**Two holes in an octahedron: locating the lowest terms of d⁸ from the higher ones**

### The question

One diagonalisation of a parametric ligand-field model gives eleven terms for eight d electrons in an octahedral field. Nine are shown and two are withheld. Where do these two lie, how many e electrons do they hold, and how tightly do the other nine fix them?

Terms of a d⁸ shell in an octahedral (Oh) field, from exact diagonalisation of a parametric ligand-field model without spin-orbit coupling; 10Dq = 71050 cm⁻¹, Racah B = 990 cm⁻¹ and C = 4730 cm⁻¹. Energies are relative to the lowest term, and "term e electrons" is the mean number of electrons in the cubic e pair.

| term symbol | term energy (cm⁻¹) | term e electrons |
| --- | --- | --- |
| 3A2 | ? | ? |
| 1E | ? | ? |
| 1A1 | 32966.3 | 2.02 |
| 3T2 | 71050.0 | 3.00 |
| 3T1 | 82367.3 | 3.01 |
| 1T2 | 88267.1 | 3.00 |
| 1T1 | 92390.0 | 3.00 |
| 3T1 | 145632.7 | 3.99 |
| 1E | 160552.1 | 4.00 |
| 1T2 | 160632.9 | 4.00 |
| 1A1 | 185363.7 | 3.98 |

In a term symbol the leading digit is the spin multiplicity $2S+1$. The letter gives the spatial degeneracy (A one, E two, T three), and the last digit separates species of equal degeneracy. The term energy is counted from the lowest term. The column "term e electrons", written $n_e$ here, is the mean occupation of the upper orbital pair e. The gap between e and the lower triple t₂ is $\Delta = 10Dq$, and $B$ and $C$ are the Racah parameters of electron repulsion. Here $\Delta/B = 71.8$. An octahedral Ni(II) complex has $\Delta$ near $10^4$ cm⁻¹ (a rough recalled figure), so this is a strong-field model case and no real spectrum.

### Sorting the terms by configuration

Eight electrons leave two holes in the d shell, and the holes can sit in three ways.

- Both in e, configuration t₂⁶e², $n_e = 2$: six states, forming ³A₂, ¹E and ¹A₁.
- One in each set, t₂⁵e³, $n_e = 3$, cost $\Delta$: 24 states, forming ³T₂, ³T₁, ¹T₂ and ¹T₁.
- Both in t₂, t₂⁴e⁴, $n_e = 4$, cost $2\Delta$: 15 states, forming ³T₁, ¹E, ¹T₂ and ¹A₁.

The known rows show these tiers, with every $n_e$ within 0.02 of an integer. The second and third tiers are complete. The first has only ¹A₁, so both withheld terms belong to t₂⁶e².

### The lowest tier as a two-orbital problem

Two electrons in two degenerate orbitals is the problem of the π* pair of O₂, which gives a triplet, a doubly degenerate singlet and a higher nondegenerate singlet. Call the e orbitals $\theta$ and $\varepsilon$, with Coulomb integral $J$ and exchange integral $K$ between them. One electron in each gives a triplet at $J-K$ and a singlet at $J+K$. Both electrons in one orbital cost $J+2K$, a value that cubic symmetry imposes. The two paired arrangements $\theta^2$ and $\varepsilon^2$ are coupled by $K$ and split into $J+K$ and $J+3K$. The two singlets at $J+K$ form ¹E. Measured from the triplet the ladder is

$$E(^3\!A_2)=0,\qquad E(^1\!E)=2K,\qquad E(^1\!A_1)=4K,\qquad K=4B+C .$$

With the run's parameters $K = 3960 + 4730 = 8690$ cm⁻¹, so the rungs stand at 17380 and 34760 cm⁻¹. The analogy covers the order of the terms and the role of exchange. It stops at the sizes, since the O₂ orbitals are spread over two atoms, and in either system the even spacing lasts only while the two orbitals are closed off from all others.

The table shows that they are not closed off: ¹A₁ lies at 32966.3 cm⁻¹, which is 1793.7 below $4K$. Halving it, $32966.3/2 = 16483$ cm⁻¹, would place ¹E correctly only if both singlets were lowered in proportion.

### Configuration mixing

Electron repulsion acts on two electrons at once, so it connects terms of equal spin and symmetry in different tiers, even t₂⁶e² with t₂⁴e⁴. Four species occur twice and form the $2\times2$ Tanabe-Sugano blocks, with diagonal energies $a < c$ above ³A₂ and coupling $V$.

- ¹E: $a = 8B+2C$, $c = 2\Delta+9B+2C$, $V = 2\sqrt3\,B$.
- ¹T₂: $a = \Delta+8B+2C$, $c = 2\Delta+9B+2C$, $V = 2\sqrt3\,B$.
- ³T₁: $a = \Delta+12B$, $c = 2\Delta+3B$, $V = 6B$.
- ¹A₁: $a = 16B+4C$, $c = 2\Delta+18B+5C$, $V = \sqrt6\,(2B+C)$.

The species ³A₂, ³T₂ and ¹T₁ occur once and cannot mix. They lie at $0$, $\Delta$ and $\Delta+12B+2C$ with integer $n_e$. That ³T₂ equals 71050.0 cm⁻¹ therefore repeats an input.

With the gap $g = c-a$, the lower root falls and the upper rises by the same shift $s$, and each takes a weight $w$ of the other configuration:

$$s=\sqrt{(g/2)^2+V^2}-g/2,\qquad \frac{V^2}{g}=s+\frac{s^2}{g},\qquad w=\frac{s}{g+2s}.$$

The sum of a pair is thus untouched by mixing. The three complete pairs bear this out: the ¹A₁ rows add to 218330.0 cm⁻¹, as do their unmixed energies, and the ³T₁ and ¹T₂ pairs agree to the same digit. The middle equation says that the second-order estimate $V^2/g$ overshoots by the fraction $s/g$, nearly the admixed weight. For ¹A₁ the weight is 1.2 %, and second order misses the table by 21.7 cm⁻¹, or 1.2 % of the shift.

### Why ¹A₁ moves far and ¹E little

The two blocks have similar gaps, so the difference lies in $V$. Moving a hole pair from an e orbital to a t₂ orbital has as amplitude the exchange integral of the two orbitals. For $\theta = d_{z^2}$ these are $4B+C$ with $xy$ and $B+C$ with $xz$ and $yz$. For $\varepsilon = d_{x^2-y^2}$ they are $C$ with $xy$ and $3B+C$ with the other two.

In ¹A₁ all paired arrangements enter in phase, $(\theta^2+\varepsilon^2)/\sqrt2$ against $(xy^2+xz^2+yz^2)/\sqrt3$. The six integrals add to $12B+6C$, and division by $\sqrt6$ gives $\sqrt6(2B+C)$. In ¹E the partners are $(\theta^2-\varepsilon^2)/\sqrt2$ and $(2xy^2-xz^2-yz^2)/\sqrt6$. Only the differences $4B$, $-2B$, $-2B$ survive, $C$ cancels, and $V = 12B/\sqrt{12} = 2\sqrt3\,B$. The couplings are 16436 and 3429.5 cm⁻¹, a factor of about five, and the shift goes as the square. By this argument the halved ¹A₁ energy is too low for ¹E.

The known rows carry the ¹E shift openly. The upper ¹E and ¹T₂ share one unmixed energy and one coupling, yet differ by 80.8 cm⁻¹. The partner of ¹T₂ lies about $\Delta$ below and that of ¹E about $2\Delta$ below, so the shifts are near two to one, and $162.9 - 82.1 = 80.8$. The gap is a definite property of the model, 80.74 cm⁻¹ from the block shifts 162.89 and 82.15, and far too small to survive in a real ion, where covalency and spin-orbit coupling act. At about 20 eV these terms would also be expected to lie among or above charge-transfer states, which the model omits.

### Predictions

The term ³A₂ has the cheapest configuration and the exchange gain, so it is the lowest term and stands at 0.0 by definition. Having no partner, it holds $n_e = 2.00$ exactly. A weak check is possible: if the zero of the matrices is left free in a fit to the known rows, it should land within a few tenths of a cm⁻¹ of the table's zero.

For the lower ¹E, a sum rule needs only four known rows and ³A₂ as zero. The ¹T₂ pair sums to $3\Delta+17B+4C$ and the ¹E pair to $2\Delta+17B+4C$, and ³T₂ supplies the difference $\Delta$:

$$E(^1\!E)=88267.1+160632.9-71050.0-160552.1=17297.9\ \text{cm}^{-1}.$$

Four inputs and the printed answer are each rounded by up to 0.05, so the bar is $\pm 0.25$ cm⁻¹.

The block itself gives the same number. Here $g = 160470-17380 = 143090$ and $V^2 = 12\times990^2 = 11761200$, so $V^2/g = 82.19$ cm⁻¹. Removing $s^2/g \approx 0.05$ leaves $s = 82.15$ and $E = 17380-82.15 = 17297.85$ cm⁻¹. The weight is $w = 82.15/(143090+164.3) = 0.057$ %. The admixed configuration has two more e electrons, so $n_e = 2+2w = 2.001$.

The forecasts are therefore ³A₂ at 0.0 with $n_e = 2.00$, and ¹E at $17297.9 \pm 0.25$ cm⁻¹, about 82 below the unmixed 17380, with $n_e = 2.001$, printed as $2.00 \pm 0.005$. The unmixed value should miss by about 82 cm⁻¹ and second order by about the rounding. A least-squares fit of the exact blocks, with the zero, $\Delta$, $B$ and $C$ free, to the nine known rows alone gives $0.03 \pm 0.17$ for ³A₂ and $17297.88 \pm 0.15$ cm⁻¹ for ¹E, the bars being worst-case propagation of the rounding. The printed output after the text lists row by row the misses of the blocks at the run's own parameters; for the fit it gives the largest residual, 0.035 cm⁻¹.

### The computed values

The withheld rows as computed:

| term symbol | term energy (cm⁻¹) | term e electrons |
| --- | --- | --- |
| 3A2 | 0.0 | 2.00 |
| 1E | 17297.9 | 2.00 |

All forecasts fall inside their bars. The sum rule matches 17297.9 cm⁻¹ to the printed digit, the fit misses it by $-0.02$, and the fitted zero is off by $+0.03$ cm⁻¹. Both counts print as 2.00. At two decimals the column cannot distinguish 2.001 from an unmixed 2, so the mixing of ¹E is seen in its energy only.

The cruder levels fail as foreseen, with one qualification. The unmixed ladder is 82.1 cm⁻¹ too high, or 0.47 % of the computed energy. Second order gives 17297.81 and misses by $-0.09$, nearly twice the rounding of 0.05 and so a little more than forecast. About half of this is the true overshoot $s^2/g$, and the rest is the table rounding 17297.85 upward. Halving ¹A₁ would have been low by about 815 cm⁻¹.

These hits deserve little credit as physics. The blocks are the same Hamiltonian that the calculation diagonalises, and the fit simply returns the input parameters ($B = 990.001$, $C = 4729.99$ cm⁻¹). The narrow bars measure rounding, and say nothing of how well a single d shell without covalency describes an ion. What is confirmed is the assignment of rows to configurations and the bookkeeping of equal and opposite shifts.

### What the e count says about other fields

The field enters the Hamiltonian, measured from ³A₂, as $\Delta(\hat n_e-2)$. The Hellmann-Feynman theorem then gives

$$\frac{dE}{d\Delta}=n_e-2 ,$$

so the last column is the slope of each line in a Tanabe-Sugano diagram, plus two. The table holds one field strength, and everything in this part comes from the blocks and not from further rows.

The lower ¹E has slope 0.0011 here and is nearly blind to the field. At $\Delta = 10^4$ cm⁻¹, with the same $B$ and $C$, the blocks put it at 16834 cm⁻¹ with $n_e = 2.049$. A sevenfold cut in field lowers it by only $17298-16834 = 464$ cm⁻¹. This flatness is the standard reason why a spin-flip band within one configuration is narrow: vibrations that modulate $\Delta$ hardly move it. The model has neither vibrations nor spin-orbit coupling, so it gives no width or intensity. At such ordinary fields spin-orbit coupling can also mix ¹E with a nearby triplet, and $B$ is reduced by covalency from the near free-ion value used here.

The lower ³T₁ behaves differently, because its partner is only about $\Delta - 9B$ away on the diagonal, and that gap changes sign at weak field. Its $n_e$ runs from 3.80 at zero field through 3.45 at $10^4$ cm⁻¹ to the 3.01 of the table. The state that starts mainly as t₂⁴e⁴ ends as almost pure t₂⁵e³, so free-ion F and P labels mislead at this field. For a neighbouring strong-field case the rule is simple: take the unmixed energy, shift it by $V^2/g$, and expect an error of about $V^2/g^2$ of that shift. Halving $\Delta$ roughly doubles the shifts of the two singlets in the lowest tier, and it more than doubles that of ³T₁.

### No spin crossover in the octahedron

A crossover needs a low-spin term whose slope against the ground term is negative, which means fewer than two e electrons. With t₂ full, d⁸ cannot have fewer. The lower ¹E climbs from $5B+2C = 14410$ cm⁻¹ at zero field, the free-ion ¹D, towards $8B+2C = 17380$ cm⁻¹, and a scan of the blocks up to $\Delta = 200000$ cm⁻¹ finds no singlet below 14410. The triplet stays lowest at any octahedral field.

Low-spin d⁸ requires splitting the e pair itself, which the fixed octahedral symmetry excludes. The two-orbital model gives an estimate, if mixing with t₂ is ignored. An orbital splitting $\delta$ moves $\theta^2$ and $\varepsilon^2$ to $J+2K\mp\delta$, and their coupling $K$ puts the lower singlet at $J+2K-\sqrt{\delta^2+K^2}$. This meets the triplet at $J-K$ when $\delta=\sqrt8\,K$, about $2.5\times10^4$ cm⁻¹ for $K = 8690$. This singlet is a blend of one ¹E component with ¹A₁, which mixing with t₂ lowers some twenty times more, while the triplet still has no partner under a tetragonal distortion. The extra lowering should not exceed the 1793.7 cm⁻¹ of pure ¹A₁, and near the crossing the singlet falls by $\sqrt8/3$ per unit of $\delta$. At this field, with t₂ left unsplit, the crossover should therefore come less than about 1900 cm⁻¹, or 8 %, below $\sqrt8\,K$; the octahedral run does not give the exact figure. At $\Delta$ near $10^4$ cm⁻¹ the estimate is unsafe: the lower e orbital drops by $\delta/2$, more than $\Delta$, and a triplet with one hole in t₂ can become the competitor.

Printed output of the fit:

```
10Dq/B = 71.8; rounding: energy 0.05 cm^-1, e count 0.005
known rows, model minus table (cm^-1): unmixed, 2nd order, exact | e table, e model
1A1 lower    32966.3  +1793.7  -21.67  -0.04 | 2.02 2.0235
3T2          71050.0     +0.0   +0.00  +0.00 | 3.00 3.0000
3T1 lower    82367.3   +562.7   -5.11  -0.01 | 3.01 3.0089
1T2 lower    88267.1   +162.9   -0.36  +0.01 | 3.00 3.0023
1T1          92390.0     +0.0   +0.00  +0.00 | 3.00 3.0000
3T1 upper   145632.7   -562.7   +5.11  +0.01 | 3.99 3.9911
1E upper    160552.1    -82.1   +0.09  +0.05 | 4.00 3.9989
1T2 upper   160632.9   -162.9   +0.36  -0.01 | 4.00 3.9977
1A1 upper   185363.7  -1793.7  +21.67  +0.04 | 3.98 3.9765
largest miss: unmixed 1793.7, 2nd order 21.67, exact 0.05 cm^-1
blocks (cm^-1): unmixed low, high, gap, V, V^2/gap, exact shift, admixed weight
1E      17380   160470   143090   3429.5    82.19    82.15 0.057 %
1T2     88430   160470    72040   3429.5   163.26   162.89 0.225 %
3T1     82930   145070    62140   5940.0   567.81   562.71 0.889 %
1A1     34760   183570   148810  16436.1  1815.37  1793.74 1.177 %
1A1 pair sum: table 218330.0, unmixed 218330.0 cm^-1
3T1 pair sum: table 228000.0, unmixed 228000.0 cm^-1
1T2 pair sum: table 248900.0, unmixed 248900.0 cm^-1
upper 1T2 - upper 1E = 80.8 = shifts 162.9 - 82.1 cm^-1
fit on 9 known rows: zero +0.03, 10Dq 71049.97, B 990.001, C 4729.993 cm^-1
fit largest residual 0.035 cm^-1
3A2 energy, fit: 0.03 +- 0.17; computed 0.0; miss +0.03 cm^-1
3A2 e count: 2.0000 +- 0.005; computed 2.00; miss +0.0000
1E lower energy, fit: 17297.88 +- 0.15; computed 17297.9; miss -0.02 cm^-1
1E lower e count: 2.0011 +- 0.005; computed 2.00; miss +0.0011
1E lower, sum rule: 17297.9 +- 0.25; computed 17297.9; miss -0.00 cm^-1
1E lower, unmixed 8B+2C: 17380.0; miss +82.1 cm^-1 (0.47 %)
1E lower, 2nd order: 17297.81; miss -0.09 cm^-1
model slope dE/d(10Dq): 1E lower 0.0011, 1A1 lower 0.0235, 3T1 lower 1.0089, 3T1 upper 1.9911
model scan 10Dq 0-200000: lowest singlet never below 14410 cm^-1
bounds for 1E lower: 5B+2C = 14410, 8B+2C = 17380 cm^-1
model 10Dq 0: 1E lower 14410 cm^-1, its e 2.857; 3T1 lower e 3.800
model 10Dq 10000: 1E lower 16834 cm^-1, its e 2.049; 3T1 lower e 3.454
model 10Dq 71050: 1E lower 17298 cm^-1, its e 2.001; 3T1 lower e 3.009
```
